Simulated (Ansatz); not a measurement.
**Ligand exchange: C3H5F3O + Bi(CH3)2F → C2H2F4O + Bi(CH3)3**

Species: C3H5F3O `CC(F)OC(F)F`, singlet; Bi(CH3)2F, singlet; C2H2F4O (1,1′-oxybis[1,1-difluoromethane]) `FC(F)OC(F)F`, singlet; Bi(CH3)3 (trimethylbismuth), singlet. The partners trade CH3 for F: C–CH3 and Bi–F bonds give way to C–F and Bi–CH3.

Shapes, held fixed at every level: PBE0-D4/def2-TZVP. Flexible molecules stand in one conformer, not always the lowest. Programs: Ansatz 0.2.0. Electronic energies: no zero-point or thermal term.

| level | kind | ΔE (kJ/mol) | less CCSD(T)/def2-TZVPP |
| --- | --- | --- | --- |
| PBE-D4/def2-TZVPP | GGA | +98.6 | +10.7 |
| B3LYP-D4/def2-TZVPP | global hybrid | +104.1 | +16.2 |
| PBE0-D4/def2-TZVPP | global hybrid | +92.9 | +5.0 |
| wB97X-V/def2-TZVPP | range-separated hybrid | +104.8 | +16.9 |
| B2PLYP/def2-TZVPP | double hybrid | +101.8 | +13.9 |
| MP2/def2-TZVPP | perturbation theory | +87.0 | -0.9 |
| CCSD/def2-TZVPP | coupled cluster or CI | +89.8 | +1.9 |
| CCSD(T)/def2-TZVPP | coupled cluster or CI | +87.9 | 0.0 |

The highest level, CCSD(T)/def2-TZVPP, gives ΔE = +87.9 kJ/mol; the levels span +87.0 to +104.8. The column of differences is taken from that level and isn't an error. No measured value is set beside it here. For atoms past krypton def2 sets carry core potentials with scalar relativity. Correlated rows may include outer-core shells of Bi, which these sets cover unevenly.

The exchange is clearly uphill at every level, so fluorine prefers bismuth and methyl prefers carbon in this pair. What counts is how much each centre gains by holding fluorine instead of methyl. Bismuth is electropositive and its diffuse 6p orbitals overlap poorly with carbon, so giving up a strongly polar Bi–F bond for a weak Bi–CH3 bond costs a great deal. Carbon gains a strong C–F bond but loses a robust C–C bond. The second fluorine on that carbon probably adds geminal and anomeric stabilization, which offsets only part of the cost.

The sign is insensitive to the treatment of correlation, but the size is less so. CCSD lies only 1.9 kJ/mol above CCSD(T), so the perturbative triples largely cancel between the two sides. All the density functionals give a more endothermic exchange than CCSD(T), with no steady improvement from GGA to double hybrid: PBE0 comes closer than B2PLYP. The reaction energy sets a floor under the forward barrier, measured from the separated reactants, but does not fix the barrier's height in either direction.
